Chlorine brings three valence p orbitals to a molecule. One of them is spent on the bond to carbon. That leaves two lone pairs, written n, at right angles to the bond, and one empty antibonding orbital, σ*, along it. Each C–Cl unit therefore offers two excitations n → σ*, and both begin and end on nearly the same atoms. If these are the lowest excitations of the molecule, a group attached to the carbon is a neighbour to the event rather than a part of it, and it should change the excitation energy only a little.

PySCF 2.14.0, CAM-B3LYP/def2-SVPD with density fitting, gas phase, PBE0-D3(BJ)/def2-SVP geometries. The group * varies in *C(F)(F)Cl (SMILES); the marked atom is the carbon that carries it, and electronegativities are Pauling's. Vertical excitations with frozen core orbitals: TDDFT singlets (brightest among the lowest ten) and Tamm-Dancoff triplets.

```
     group *     formula  binding atom  its electronegativity  point group  bond from the marked atom to the group (Å)  S1 (eV)  f(S1)  leading pair of S1  T1 (eV)  S1 less T1 (eV)  brightest singlet (eV)  its f  HOMO-LUMO gap (eV)
*[Si](C)(C)C  C4H9ClF2Si            Si                  1.900           Cs                                       1.936     7.37  0.068      HOMO to LUMO+1     6.47             0.90                    8.56   0.10               10.88
          *H      CHClF2             H                  2.200           Cs                                       1.100     7.92  0.005        HOMO to LUMO     7.10             0.82                    9.77   0.10               12.16
  *C(F)(F)Cl     C2Cl2F4             C                  2.550           C2                                       1.554     7.76  0.001        HOMO to LUMO     6.96             0.80                    9.35   0.06               11.80
   *C(F)(F)F      C2ClF5             C                  2.550           Cs                                       1.547     7.90  0.000        HOMO to LUMO     7.03             0.87                    9.81   0.11               12.29
          *C    C2H3ClF2             C                  2.550           Cs                                       1.502     7.68  0.005        HOMO to LUMO     6.89             0.79                    9.67   0.18               11.94
          *F       CClF3             F                  3.980          C3v                                       1.318     7.94  0.000        HOMO to LUMO     7.05             0.89                   10.84   0.14               12.38
```

S1 is the energy of the lowest excited singlet and f(S1) its oscillator strength, which measures how strongly it absorbs. In the hydrogen, methyl, CF3 and fluorine rows the highest filled orbital (HOMO) lies more than four fifths on chlorine. The lowest empty one (LUMO) lies mainly on chlorine and the marked carbon, so S1 is indeed n → σ*. Across these four rows it varies by only 0.26 eV. In wavelength, 1240/7.68 gives about 161 nm for methyl and 1240/7.94 about 156 nm for fluorine, so changing the group hardly moves this transition in the vacuum ultraviolet. These are vertical energies without vibrations; a real absorption band has width, and its onset lies at longer wavelength.

Two limiting cases show why the shift is small. Suppose first that the group acts only through an electric potential that is uniform over the C–Cl unit. The filled and the empty level then move together, and the excitation energy stays where it was. Suppose instead that the group acts on the lone pair alone. Every shift of the HOMO would then appear in full in the excitation energy.

Measured from the methyl row, the other three molecules lie between these limits. From methyl to CF3 the HOMO falls by 0.86 eV and the LUMO by 0.51 eV, so about three fifths of the shift is common to both and cancels. The HOMO–LUMO gap widens by only the remainder, 0.35 eV. Two causes are likely for the incomplete cancellation: the potential of a real group is not uniform over the C–Cl unit, and the group also mixes its own orbitals with those of the unit, to which filled and empty levels respond differently.

The gap is still not the excitation energy. The excited electron stays close to the hole that it leaves behind, and their attraction lowers the energy. With A for this lowering, the simplest model is

S1 = gap − A

with the same A for every molecule whose hole and electron both sit on one C–Cl unit. A is an effective quantity: it also contains exchange, and its size belongs to the density functional used here, because orbital gaps depend strongly on that choice. It depends on the basis set too, since the LUMO has a positive energy in every row and so describes an electron that is not bound.

The methyl row alone is enough for an estimate of the CF3 row. Methyl gives A = 11.94 − 7.68 = 4.26 eV. The gap of the CF3 compound then leads to

S1 ≈ 12.29 − 4.26 = 8.03 eV

while the full calculation gives 7.90 eV. The model has the right direction and overstates the rise from methyl to CF3, giving 0.35 eV in place of 0.22 eV.

A least-squares constant for the four rows named above is A = 4.33 eV, with a typical error in S1 of 0.08 eV. Assigning all four the same S1 would give a typical error of 0.10 eV. The constant attraction is thus only slightly better than no trend at all, and its value lies in showing what happens to the gap.

Its errors also have a pattern. The LUMO is least concentrated on chlorine in the hydrogen row, with a share of 0.57, and most in the fluorine row, with 0.66. The value of A rises in the same order through all four rows, from 4.24 to 4.44 eV. This is what electrostatics leads one to look for: the more the electron stays on the atom that carries the hole, the more strongly the two attract. A group that widens the gap here tends to tighten the pair as well, so a second compensation follows the first. Four molecules support this reading but are too few to establish it. Nor does the LUMO alone fix where the electron sits: with hydrogen and methyl, about a tenth of S1 goes from HOMO to LUMO+1.

The electronegativity of the binding atom is a poor guide to what remains. Methyl and CF3 both bind through carbon, with the same tabulated value, yet their S1 energies differ by 0.22 eV, which is most of the span. The chlorine levels follow the pull of the whole group rather than that of the binding atom. The three fluorines behind the carbon lower the chlorine lone pairs about as much as a fluorine bound directly to the marked atom does. Hydrogen, CF3 and fluorine end within 0.04 eV of each other, too close to be ranked at this level of theory.

Among these four, then, methyl is the row that stands apart. Compared with hydrogen it raises the HOMO by 0.30 eV but the LUMO by only 0.09 eV, so here little cancels. One possible cause is hyperconjugation, in which the filled bonds of the methyl group mix with the chlorine lone pairs and push them up. It is unlikely to be the main one: both lone-pair levels rise almost equally, although only the upper one has a noticeable share on the methyl carbon. A change of the electric potential at the chlorine atom fits better, since it would lift both lone pairs alike. Why the LUMO follows so little, the calculation does not show.

The compound with two chlorines tests the picture where the orbitals no longer belong to one bond. Compared with the CF3 row, its gap is smaller by 0.49 eV but its S1 by only 0.14 eV. With the fitted constant, which this row did not help to determine, the model gives 11.80 − 4.33 = 7.47 eV, about 0.3 eV too low. The error probably comes from reading the gap as the property of a single C–Cl unit.

Two chlorines have four lone pairs, and these interact. Their levels spread from −11.30 to −11.95 eV, around a midpoint close to the −11.7 eV of the lone pairs in the CF3 compound. The HOMO is therefore high because it is the top of a split set, while the average chlorine has hardly changed. The HOMO and the LUMO are each shared equally between the two ends, so this pair of orbitals taken alone would often put the electron on one chlorine and the hole on the other.

An excited state can avoid that loss of attraction by combining several orbital pairs, so that the electron stays at the same end as the hole. The lowest triplet shows such a combination: beside HOMO to LUMO, with weight 0.62, it contains a second pair from a deeper lone-pair level, with weight 0.23. A similar combination in S1, of which only the leading pair is listed, would account for an energy that remains near the value of a single C–Cl unit while the gap shrinks. The calculation covers one conformer, with the chlorines gauche to each other, and the size of the splitting may differ in another.

The same local picture explains why S1 is nearly dark. A lone pair and the chlorine part of σ* are both p orbitals on one atom, and light cannot drive a p-to-p transition within an atom through the electric dipole. In CClF3 the threefold symmetry adds a second restriction: this excitation can have no transition dipole along the C–Cl bond, the direction in which strong absorption is easiest. Its oscillator strength is accordingly zero to the digits shown.

Replacing one fluorine by hydrogen or methyl breaks the threefold symmetry, and f(S1) rises to 0.005. In both molecules the small transition dipole points roughly along the C–Cl bond, as does that of the brightest singlet computed, which is 20 to 40 times stronger. This suggests that S1 borrows a little intensity from the bright state. The CF3 group breaks the threefold symmetry too, yet its S1 stays dark, because the two n → σ* excitations come in the other order. All three molecules keep a mirror plane that contains the C–Cl bond. With hydrogen and methyl, S1 is the excitation that is symmetric with respect to this plane, so its dipole may lie along the bond. With CF3 it is the antisymmetric one, whose dipole can only stand at right angles to the plane. The symmetric one follows as the second singlet, with a dipole roughly along C–Cl and a strength comparable to that of S1 with methyl. The two highest lone-pair levels are only 0.003 eV apart with CF3, against 0.08 eV with methyl, so a small effect can decide the order. Vibrations that break the mirror symmetry and spin–orbit coupling are both left out here, and either could lend this S1 some intensity.

A dark transition need not have a small singlet–triplet separation. The transition dipole vanishes because contributions from different regions cancel, whereas the exchange energy needs only that the two orbitals occupy the same region. In the five rows where S1 goes from HOMO to LUMO the two orbitals share chlorine, and T1, the lowest triplet, lies 0.79 to 0.89 eV below S1. Singlets and triplets were computed with slightly different response schemes, so the separation is not a pure exchange energy, and its small variations deserve no interpretation.

The silyl compound marks the end of the local picture. Its S1 is the lowest in the table, 7.37 eV, and its f(S1) of 0.068 is more than ten times that of any other row. The leading pair is HOMO to LUMO+1, and the HOMO lies 0.9 eV above that of the methyl compound. These signs point to a different transition rather than the same one shifted by a more electropositive atom, so the row was kept out of the fit.

The probable donor is the set of bonds between silicon and carbon, whose electrons are held less tightly than chlorine lone pairs. The hole would then lie largely outside the chlorine atom, while the electron probably still enters σ*(C–Cl). That would also explain the stronger absorption, since the transition would no longer be confined to p orbitals of one atom. The triplets fit this assignment: the second and third lead mainly from deeper filled orbitals into the same LUMO+1, as the two chlorine lone pairs would into σ*(C–Cl). Otherwise it rests on the raised HOMO and on general silicon chemistry; the orbitals themselves were not examined. The hole cannot be far from the electron, however. T1 has the same leading pair as S1 and lies 0.90 eV below it, as large a separation as in the other rows, so the two orbitals must still overlap well. A hole in the bond from silicon to the marked carbon, right beside the C–Cl bond, would allow this. Even so, charge would move from one bond to another, and the energy of such a transition depends more on the density functional than that of a local one.

The small spread thus reflects an excitation that begins and ends on one C–Cl unit. In the four molecules with one such unit and this excitation, a change of group shifts S1 by less than it shifts the HOMO, and from hydrogen to CF3 by almost nothing. The two-chlorine compound has its S1 in the same range, but its orbitals are spread over two C–Cl units and the gap no longer predicts the energy. Only the silyl compound falls outside the range, probably because its lowest excitation is of another kind. Each is a single case and sets no rule for other groups.
